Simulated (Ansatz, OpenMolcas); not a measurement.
## CH7GaSi (SMILES [CH3][GaH][SiH3]): the HOMO–LUMO gap, rung by rung

The species is CH7GaSi (10 atoms), meant as a singlet with charge 0. As SMILES, `[CH3][GaH][SiH3]`. Geometry: relaxed at PBE0-D4/def2-TZVP.

| atom | x (Å) | y (Å) | z (Å) |
| --- | --- | --- | --- |
| C | -1.1233 | 1.3941 | -0.6192 |
| Ga | 0.5615 | 0.6593 | 0.0933 |
| Si | 0.7867 | -1.7053 | 0.5507 |
| H | -1.9243 | 0.6566 | -0.6704 |
| H | -0.9470 | 1.7854 | -1.6260 |
| H | -1.4542 | 2.2365 | -0.0057 |
| H | 1.7596 | 1.6546 | 0.3460 |
| H | 0.5310 | -2.4962 | -0.6888 |
| H | 2.1250 | -2.1009 | 1.0697 |
| H | -0.2317 | -2.1351 | 1.5533 |

Quantity: the HOMO–LUMO gap, in eV. The values are calculated.

```json
{"level": "SVWN5/6-31G* (spherical functions)", "kind": "LDA", "program": "Ansatz", "value (eV)": "3.60"}
{"level": "BLYP/6-31G* (spherical functions)", "kind": "GGA", "program": "Ansatz", "value (eV)": "3.63"}
{"level": "PBE/6-31G* (spherical functions)", "kind": "GGA", "program": "Ansatz", "value (eV)": "3.73"}
{"level": "revPBE/6-31G* (spherical functions)", "kind": "GGA", "program": "Ansatz", "value (eV)": "3.80"}
{"level": "TPSS/6-31G* (spherical functions)", "kind": "meta-GGA", "program": "OpenMolcas", "value (eV)": "3.99"}
{"level": "PBE0/6-31G* (spherical functions)", "kind": "global hybrid", "program": "Ansatz", "value (eV)": "5.60"}
{"level": "wB97X/6-31G* (spherical functions)", "kind": "range-separated hybrid", "program": "Ansatz", "value (eV)": "9.69"}
{"level": "B2PLYP/6-31G* (spherical functions)", "kind": "double hybrid", "program": "OpenMolcas", "value (eV)": "7.49"}
```

All-electron rows without a relativistic Hamiltonian named are non-relativistic. The values span 3.60 to 9.69 eV. Orbital gaps aren't excitation energies, and those of double hybrids come from the SCF part alone; they tend to grow with the share of exact exchange.

The gap depends far more on how exchange is treated than on which semilocal functional is chosen: the LDA, GGA and meta-GGA values stay between 3.60 and 3.99 eV, while going from PBE to PBE0 raises the gap from 3.73 to 5.60 eV. Gallium is trivalent and essentially planar here, so the HOMO is probably the Ga–Si σ bond, polarised towards silicon, and the LUMO the empty, out-of-plane Ga 4p orbital. A local potential acts alike on both, whereas nonlocal exchange stabilises the occupied orbital directly and gives the empty one much less compensation, which pushes them apart. That wB97X, at 9.69 eV, lies above B2PLYP, at 7.49 eV, fits its full exact exchange at long range, which brings the orbital gap closer to the difference between ionisation energy and electron affinity. The large spread is therefore no sign of multireference character or of an unusually weak Ga–Si bond. Without a computed ionisation energy and electron affinity, the series can't establish which value best represents the fundamental gap.
